Thickness fringes of a thin layer in a rocking curve

A crystalline layer holds a finite number of lattice planes, and its Bragg peak is flanked by a train of weak subsidiary maxima. Their period depends on the thickness and on the geometry alone. It is derived here in three steps: a laterally perfect layer scatters only along rods in reciprocal space, the intensity along a rod oscillates with period 2π/t, and a rotation of the crystal moves the measured point along the rod at a calculable rate.

1. Premises and conventions

(a) The incident wave is plane and monochromatic, E₀ exp(i kᵢ·r − iω₀t′), with |kᵢ| = K = 2π/λ. The time factor is dropped. Scattering is elastic.
(b) Scattering is kinematic: every atom sees the undiminished incident wave and scatters once. Refraction and absorption are neglected.
(c) The z axis is the outward surface normal. The layer is unbounded and periodic in the plane, with lattice vectors R, cell area A and reciprocal vectors h (h·R = 2π × integer).
(d) The layer consists of N identical cells stacked along z with period c, so its thickness is t = Nc and its cell volume V = Ac.
(e) An atom at r_j emits −r_e C f_j E(r_j) exp(iKD)/D at distance D, where r_e = 2.818 × 10⁻¹⁵ m is the classical electron radius, f_j the atomic scattering factor and C the polarisation factor (1 for σ, cos 2θ for π).
(f) The geometry is coplanar and in reflection. The glancing angles of incidence and exit on the surface are αᵢ and α_f, with γ₀ = sin αᵢ and |γ_h| = sin α_f. The modulus is written because the direction cosine is commonly taken along the inward normal. The rocking angle is ω = αᵢ and the scattering angle is 2θ = αᵢ + α_f.

Section 5 gives the size of what (b) to (d) neglect, and adds the substrate.

2. One sheet of cells

The spherical wave g(r) = exp(iKD)/D obeys (∇² + K²)g = −4πδ(r). Its Fourier transform in the plane, g̃(p, z), therefore obeys

(d²/dz² + k_z²) g̃ = −4πδ(z),  k_z = (K² − p²)^½.

The outgoing solution is B exp(ik_z|z|). Its slope jumps by 2ik_z B at z = 0, and the jump must equal −4π, so B = 2πi/k_z and

g(ρ, z) = ∫ d²p/(2π)² (2πi/k_z) exp(ip·ρ + ik_z|z|).  (1)

Place atom j of each cell at R + r_j and observe above the layer. The sum over R acts on the factor exp[i(kᵢ∥ − p)·R], and Poisson summation gives

Σ_R exp[i(kᵢ∥ − p)·R] = [(2π)²/A] Σ_h δ²(p − kᵢ∥ − h).

The integral in (1) collapses to a discrete set of plane waves, one for each h, with wave vector k_f fixed by

k_f∥ = kᵢ∥ + h,  k_fz = (K² − k_f∥²)^½ = K|γ_h|.  (2)

With Q = k_f − kᵢ and the structure factor F(Q) = Σ_j f_j exp(−iQ·r_j), and since 2π/k_fz = λ/|γ_h|, the wave belonging to h is

E_h = −i E₀ [r_e C λ F(Q)/(A|γ_h|)] exp(i k_f·r).  (3)

Equation (2) is the rod condition: Q∥ = h exactly, while Q_z is unrestricted. A diffracted plane wave exists at every angle of incidence, and its direction is dictated by (2).

3. The stack of N sheets

Sheet n is displaced by nc along z, which multiplies (3) by exp(−iQ_z nc). The sum is geometric:

S = Σ_{n=0}^{N−1} exp(−iQ_z nc) = [1 − exp(−iQ_z Nc)]/[1 − exp(−iQ_z c)].  (4)

Taking exp(−iQ_z Nc/2) out of the numerator and exp(−iQ_z c/2) out of the denominator leaves the Laue interference function

|S|² = sin²(N Q_z c/2)/sin²(Q_z c/2).  (5)

All sheets are in phase at Q_z = G = 2πl/c, l an integer, where |S|² = N². Define the deviation from the Bragg point of the layer,

q = Q_z − G.

Since Gc/2 = πl and NGc/2 = πlN, the squared sines in (5) depend on q alone: |S|² = sin²(qt/2)/sin²(qc/2). For |q|c ≪ 1 the denominator is (qc/2)²[1 − (qc)²/12 + …], so

|S|² ≈ 4 sin²(qt/2)/(qc)².  (6)

The energy flux through the surface is proportional to |E|² times the sine of the glancing angle, so the reflectivity is |E_h S/E₀|² |γ_h|/γ₀. With (3), (6) and V = Ac,

ℛ(q) = 4κ² sin²(qt/2)/q²,  κ = r_e |C| λ |F|/[V (γ₀|γ_h|)^½].  (7)

The peak value is (κt)². Over a few fringes κ varies slowly, and the intensity is proportional to sin²(qt/2)/q². The variable q is measured from the layer peak and not from the origin of reciprocal space.

The zeros of both (5) and (7) lie at

q_m = 2πm/t,  m = ±1, ±2, … (|m| < N),  (8)

so the step from (5) to (6) changes heights but no zero. The period is Δq = 2π/t. The value m = 0 is missing, and the central maximum spans two periods. With X = qt/2, the curve sin²X/X² falls to one half at X = 1.3916, a full width at half maximum of 0.886 periods. Setting its derivative to zero gives tan X = X for the maxima, where sin²X/X² = 1/(1 + X²). The first three roots lie at 1.430, 2.459 and 3.471 periods, and the first two heights are 0.0472 and 0.0165 of the peak. The inner maxima are thus 1.029 and 1.012 periods apart, because the falling envelope 1/q² pulls them inward. The minima are the evenly spaced markers.

4. From q to the rocking angle

In the scattering plane, kᵢ = K(cos αᵢ, −sin αᵢ) and k_f = K(cos α_f, sin α_f), so

Q_x = K(cos α_f − cos αᵢ) = h_x,  Q_z = K(sin αᵢ + sin α_f).  (9)

Rotate the crystal by dω = dαᵢ. The first equation holds with fixed h_x, so −sin α_f dα_f + sin αᵢ dω = 0, or

dα_f/dω = γ₀/|γ_h|.  (10)

Differentiating the second equation and inserting (10),

dq/dω = K[cos αᵢ + cos α_f sin αᵢ/sin α_f] = K sin(αᵢ + α_f)/sin α_f = K sin 2θ/|γ_h|.  (11)

One period Δq = 2π/t then corresponds, with K = 2π/λ, to

Δω = λ|γ_h|/(t sin 2θ).  (12)

Near the layer peak θ is the Bragg angle of the layer. If the reflecting planes are inclined by φ to the surface, the two settings are αᵢ = θ ∓ φ, α_f = θ ± φ. Grazing incidence (upper signs) makes |γ_h| large and stretches the fringes, and grazing exit compresses them. The two periods stand in the ratio sin(θ + φ)/sin(θ − φ).

For a symmetric reflection h_x = 0, so α_f = αᵢ = θ at every ω. Then |γ_h| = sin θ and sin 2θ = 2 sin θ cos θ, giving

Δω = λ/(2t cos θ).  (13)

Here no linearisation is needed. With Q_z = (4π/λ) sin θ, (8) reads sin θ_m = (λ/2)(l/c + m/t), and two minima give

t = (m − m′)λ/[2(sin θ_m − sin θ_m′)].  (14)

Neither F nor c enters (14); c enters (12) and (13) only through θ.

By (10) the exit beam turns in the laboratory by d(2θ) = (1 + γ₀/|γ_h|) dω. Equation (12) applies when the detector catches this beam at every ω: either its aperture is wide enough, which is the rocking curve in the double-crystal sense, or it is driven at this ratio. In the symmetric case the ratio is 2, the coupled ω–2θ scan. A rotation with a narrow detector held at fixed 2θ keeps |Q| constant and cuts across the rod, so it shows the lateral perfection of the layer and no fringes.

5. Range of validity

Linearisation. The period drifts along the scan. From (12) and (10),

d ln Δω/dω = cot α_f γ₀/|γ_h| − cot 2θ (1 + γ₀/|γ_h|).  (15)

In the symmetric case this is cot θ − 2 cot 2θ = tan θ. At grazing exit it is large, and (9) should be solved for each minimum.

Multiple scattering. For a symmetric reflection without absorption, let a and b be the amplitudes of the ingoing and outgoing beams at depth ζ. Each slice dζ transfers the fraction κ dζ of either amplitude to the other, in quadrature as in (3), and q measures their dephasing:

da/dζ = i(q/2)a + iκb,  db/dζ = −iκa − i(q/2)b.

The signs conserve the net flux |a|² − |b|². The coefficient matrix M has M² = −Ω²·1 with Ω² = q²/4 − κ², so exp(Mt) = cos Ωt + M sin(Ωt)/Ω. No beam enters from below, b(t) = 0, and with σ = sin(Ωt)/Ω

ℛ = |b(0)/a(0)|² = κ²σ²/|cos Ωt − iqσ/2|² = κ²σ²/(1 + κ²σ²).  (16)

For κt ≪ 1 this is (7). The zeros move to (qt/2)² = m²π² + (κt)², a relative shift of (κt)²/(2m²π²). The condition is κt ≪ 1: the layer must be thin against the extinction length 1/κ.

Refraction. With index 1 − δ, δ = r_e λ² n_e/(2π) for electron density n_e, the wave number inside is (1 − δ)K and the tangential component K cos θ is continuous. The normal component inside therefore obeys (k_z′/K)² = (1 − δ)² − cos²θ = sin²θ − 2δ to first order in δ, and in a symmetric reflection 2k_z′ takes the place of Q_z in (4). A given k_z′ is reached at a larger external angle, so the pattern shifts to higher angle by δ/(sin θ cos θ), and since d(k_z′/K)/d(sin θ) = K sin θ/k_z′ ≈ 1 + δ/sin²θ, the period shrinks by the fraction δ/sin²θ.

Absorption. In a symmetric reflection the amplitude from the bottom of the layer is damped by exp(−η), η = μt/sin θ, with μ the linear absorption coefficient for intensity. The numerator of (5), times 4, becomes (1 − e^−η)² + 4e^−η sin²(qt/2). The minima fill to about η²/4 of the neighbouring maxima and the period is unchanged.

Thickness spread. If t varies over distances beyond the lateral coherence length, intensities add. Since 2 sin²(qt/2) = 1 − cos qt, a Gaussian spread of standard deviation s_t multiplies the oscillating term by exp(−q²s_t²/2), which is exp(−2π²m²s_t²/t²) at order m.

Strain gradient. A displacement u(z) adds the phase −Gu(z) to each sheet. For a strain varying linearly by Δε across the layer, ε = Δε(z/t − ½) about its mean, u = Δε(z²/2t − z/2) reaches −Δε t/8 at mid-layer. The result holds for Δε ≪ 8/(Gt).

Instrument. The divergence must be small against Δω. A wavelength spread δλ smears Q_z by G δλ/λ, which is lN δλ/λ periods.

The substrate. A coherent substrate shares the rods of the layer, and amplitudes add. Let its cells, of height a_s and structure factor F_S, have origins at z = −n a_s, n ≥ 1. A weak damping e^(−εn), ε → 0⁺, makes the sum converge:

Σ_{n≥1} exp(iQ_z n a_s − εn) → −1/[1 − exp(−iQ_z a_s)].

Adding F_L times (4), and using exp(−iQ_z t) = exp(−iqt),

A_tot = {F_L/[1 − exp(−iQ_z c)] − F_S/[1 − exp(−iQ_z a_s)]} − exp(−iqt) F_L/[1 − exp(−iQ_z c)].  (17)

The brace is the wave from the interface and the last term the wave from the surface. The thickness enters only through their relative phase exp(−iqt). Near the two peaks the denominators are iqc and i(q − q_S)a_s, where q_S = 2πl(1/a_s − 1/c) locates the substrate peak. Put U = F_L/(qc) and W = F_S/[(q − q_S)a_s], both real for now. Then

|A_tot|² = |U − W − U exp(−iqt)|² = W² + 4U(U − W) sin²(qt/2).  (18)

In fringe units x = qt/2π, x_S = q_S t/2π,

r = W/U = ρx/(x − x_S),  ρ = F_S c/(F_L a_s).  (19)

Far from both peaks r tends to ρ, so the substrate term never becomes small. It lifts the minima by W² and scales the fringes by 1 − r. Where r < 1 the minima stay near integer x. Where r > 1 maxima and minima change places. For ρ < 1 and x_S > 0 this happens for x_S < x < x_S/(1 − ρ), and at the upper end the contrast vanishes in this approximation. If W carries a phase χ relative to U, then U − W e^(iχ) = U|1 − r e^(iχ)| e^(−iψ) with

tan ψ = r sin χ/(1 − r cos χ),  (20)

the oscillating term becomes cos(qt − ψ), and the minima move to x = m + ψ/2π. An interface spacing wider by d gives χ = Q_z d. Because r varies with x, so does ψ, and this changes the apparent period. The kinematic W fails where the substrate reflects totally, which by Ω² < 0 is the range |q − q_S| < 2κ_S, and within a few such widths of it.

In summary, (12) holds for a uniform, laterally coherent layer with c ≪ t ≪ 1/κ and t ≪ sin θ/μ, away from grazing angles, for fringes counted on one side of both peaks within a range where r does not cross 1.

6. Numerical illustration: 20 nm SrRuO₃ on SrTiO₃(001), reflection 002

Inputs. The substrate is cubic with a_s = 0.3905 nm at room temperature (compiled value, Zhang 2017). The layer is indexed as pseudocubic, takes the in-plane spacing a_s, and is given c = 0.395 nm, a typical value for a coherently strained film. The wavelength is Cu Kα₁, λ ≈ 0.15406 nm, with σ polarisation. The nominal t = 20 nm is used throughout. It is 50.6 cells; N = 51 would give 20.145 nm and a period 0.7 % shorter.

Peaks. For l = 2, sin θ = λ/c = 0.39003, so θ_L = 22.956° and cos θ_L = 0.92080. The substrate has θ_S = 23.236°, higher by 0.280°.

Period. Δq = 2π/t = 0.3142 nm⁻¹, and (13) gives

Δω = 0.15406/(2 × 20 × 0.92080) = 4.183 × 10⁻³ rad = 0.2397°,

or 863″, which is 0.479° in 2θ. The central peak has a full width at half maximum of 0.212° in ω. The zeros of the free layer for m = −3, −2, −1, +1 lie at 22.239°, 22.478°, 22.717° and 23.196°, and by (15) the period drifts by 0.18 % per fringe. These digits belong to the stated inputs. A change of c by 0.001 nm moves the pattern by 0.06° but alters the period by only 0.05 %.

Small corrections. Take approximate scattering factors at this angle, f(Sr) ≈ 28, f(Ru) ≈ 32, f(Ti) ≈ 14.5, f(O) ≈ 4.8, and ignore octahedral tilts, thermal motion and dispersion. In 002 of the ideal perovskite all atoms scatter in phase, so F_L = 74.4 and F_S = 56.9. With V = a_s²c = 0.06023 nm³:

κt = 0.027, peak reflectivity 7.6 × 10⁻⁴, relative shift of the first zero 4 × 10⁻⁵.
Refraction, 106 electrons per cell: δ = 1.9 × 10⁻⁵, shift 11″, period shorter by 1.2 × 10⁻⁴.
Absorption, μ ≈ 8 × 10⁴ m⁻¹ (approximate): η = 0.0041, minima filled to 4 × 10⁻⁶.
Step from (5) to (6): heights near m = 4 are low by 2 %.
Thickness spread of one cell, s_t = c: contrast factor 0.88 at m = 4.
Strain gradient: G = 31.81 nm⁻¹, so Δε ≪ 0.013.
Cu Kα₂ (λ ≈ 0.15444 nm), if not removed, adds a pattern displaced by 0.25 periods.

The substrate is the one large correction. Here x_S = 2t(1/a_s − 1/c) = 1.167, just beyond the first zero on the high-angle side, and ρ = 0.77. Total reflection by the substrate covers only ±κ_S t/π = ±0.007 periods, so (18) serves almost everywhere. On the high-angle side the contrast is inverted from the substrate peak out to x ≈ 5 and fades there, so that side is unfit for counting. The value of x_S is sensitive to the input, changing by 0.26 for 0.001 nm in c. On the low-angle side r = 0.36 at x = −1 and 0.60 at x = −4. With χ = 0 the slope of W² moves these two minima outward by only 0.002 and 0.004 periods. An interface wider by an illustrative d = 0.01 nm gives χ = 0.32 rad, and (20) moves them inward by 0.027 and 0.065 periods. The three periods between them then shrink by 1.3 %, and (14) returns a thickness too large by that fraction.

The terms of order qc dropped after (17) also feed χ. With v = qc, 1/(1 − e^(−iv)) = e^(iv/2)/[2i sin(v/2)], and F = F₁ + F₂e^(−iv/2), where F₁ = 32.8 belongs to the SrO plane at the cell origin and F₂ to the plane at half height. To first order the term F/(1 − e^(−iv)) gains the phase vF₁/2F. At x = −4, v = −0.496 for the layer and (q − q_S)a_s = −0.634 for the substrate, which gives χ = −0.07 rad, about a quarter of the size of the interface effect above.

The model's period is therefore 0.24° in ω. A thickness read from the low-angle minima with (14) is uncertain by about one per cent, which is also the size of the half-cell ambiguity in where the layer begins and ends. A finer value needs a fit of (17).

The asymmetry factor, absent in 002, is seen in a transistor-type layer of the same thickness: 20 nm of pseudomorphic SiGe on Si(001), with in-plane spacing 0.5431 nm (typical of silicon) and c ≈ 0.552 nm (approximate, for about a quarter germanium). For 004, sin θ = 2λ/c gives θ = 33.93° and Δω = 4.64 mrad. For 224, h_x = 2π·2√2/0.5431 nm and G = 2π·4/c give θ = 43.42° and φ = 35.70°, so the glancing angles are 7.72° and 79.13°. Equation (12) gives the model periods 7.58 mrad at grazing incidence and 1.04 mrad at grazing exit, a ratio of 7.3. At grazing exit (15) gives a drift of 5.5 % per fringe, so there the thickness should be taken from (8) and (9) directly.